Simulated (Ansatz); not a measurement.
## Abstraction of F: SiH3F + C3H8B → SiH3 + C3H8BF

Species: SiH3F `F[SiH3]`, singlet; C3H8B `C[B]CC`, doublet; SiH3 (silyl radical) `[SiH3]`, doublet; C3H8BF `CCB(C)F`, singlet. A radical takes F: the energy is the difference in strength between the Si–F bond broken and the B–F bond made.

Shapes, held fixed at every level: PBE0-D4/def2-TZVP. Flexible molecules stand in one conformer, not always the lowest. Programs: Ansatz 0.2.0. The zero-point and thermal change to 298 K, harmonic and unscaled (PBE0-D4/def2-TZVP), is +0.1 kJ/mol.

```tsv
level	kind	ΔH(298 K) (kJ/mol)	less CCSD(T)/CBS estimate	CPU time (sum over the molecules)
HF/def2-TZVPP	Hartree–Fock	-71.0	+8.6	–
SPW92/def2-TZVPP	LDA	-103.8	-24.2	9.7 s
B3LYP-D4/def2-TZVPP	global hybrid	-84.4	-4.8	32 s
PBE0-D4/def2-TZVPP	global hybrid	-90.1	-10.5	24 s
B2PLYP/def2-TZVPP	double hybrid	-83.6	-4.0	48 s
CCSD(T)/def2-TZVPP	coupled cluster or CI	-87.4	-7.8	6.8 min
CCSD(T)/CBS estimate	coupled cluster or CI	-79.6	0.0	9.3 min
```

The highest level, CCSD(T)/CBS estimate, gives ΔH(298 K) = -79.6 kJ/mol; the levels span -103.8 to -71.0. The column of differences is taken from that level and isn't an error. No measured value is set beside it here. Open shells run unrestricted unless RO is named. The CBS estimate extrapolates MP2 from def2-TZVPP and def2-QZVPP and adds CCSD(T) − MP2 in the triple-zeta set, cores frozen. Times are processor times on shared x86 and Arm servers, and rough.

Fluorine transfer from silicon to boron is exothermic at every level, so the B–F bond formed is stronger than the Si–F bond broken. Both bonds are short and strongly polar, but the boryl radical also has a formally empty p orbital. Once the σ bond forms, fluorine lone pairs can donate into it, whereas in silyl fluoride back-donation is limited to weaker interactions with σ* orbitals. This π contribution probably accounts for much of boron's advantage.

Going from the triple-zeta coupled-cluster value to the CBS estimate makes the reaction less exothermic, which means the Si–F bond gains more than the B–F bond. The likely reason is the demand for polarisation functions on silicon bound to fluorine. That shift is comparable to the spread among the hybrids, and PBE0 lies much closer to CCSD(T) in the same basis than to the extrapolated value. Hartree–Fock's moderate deviation from the reference therefore owes something to cancellation between missing correlation and basis incompleteness. The exothermicity establishes the thermodynamic preference but says nothing about the abstraction barrier.
